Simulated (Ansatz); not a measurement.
## Li: energy above lowest point against volume scale

Results calculated with Ansatz 0.2.0, not measured. Free energy against uniform scaling of the volume at fixed shape and fractions; periodic cell, basis, potentials, k mesh and filling as listed.

The cell before it is scaled or strained (space group Fm-3m, No. 225):
```
Li
1.0
      0.0000     2.2020     2.2020
      2.2020     0.0000     2.2020
      2.2020     2.2020     0.0000
Li
1
Direct
  0.00000 0.00000 0.00000
```

Settings of every row: functional LDA; dispersion none; potentials all-electron LAPW; k mesh 11x11x11; k shift 0x0x0; occupations gaussian; smearing width 0.1 eV; spin none.

Limits: coarse k mesh, up to 40 meV an atom off; minimum outside the range.

| row | volume scale | V (Å³/atom) | energy above lowest point (meV/atom) |
| --- | --- | --- | --- |
| 1 | 0.92 | 19.646 | 0 |
| 2 | 0.96 | 20.5 | 3.9 |
| 3 | 1 | 21.354 | 10.4 |
| 4 | 1.04 | 22.208 | ? |
| 5 | 1.08 | 23.062 | 29.3 |

Question: what energy above lowest point should row 4 give?

Worked fit of energy above lowest point. Take u = (V_r/V)^(2/3) − 1 with V_r = 20.927 Å³ an atom, which is twice the finite (Eulerian) strain; such expansions in the strain, on which the Birch-Murnaghan equation of state is built, carry the rest volume and the bulk modulus. The shown rows have u = 0.04301, 0.01384, -0.01338, -0.06271. Least squares give energy above lowest point = 6.86 − 240.1 × u + 1878 × u² meV/atom; a straight line predicts inner rows, each left out in turn, worse (root mean square 3.3 against 0.014 meV/atom). All shown rows lie on it to the printed digit. The withheld row has u = -0.03883, so the fit gives 6.86 − 240.1 × (-0.03883) + 1878 × (-0.03883)² = 19.0 meV/atom.

The calculation gave 19 meV/atom. The fit meets it to the printed digit.
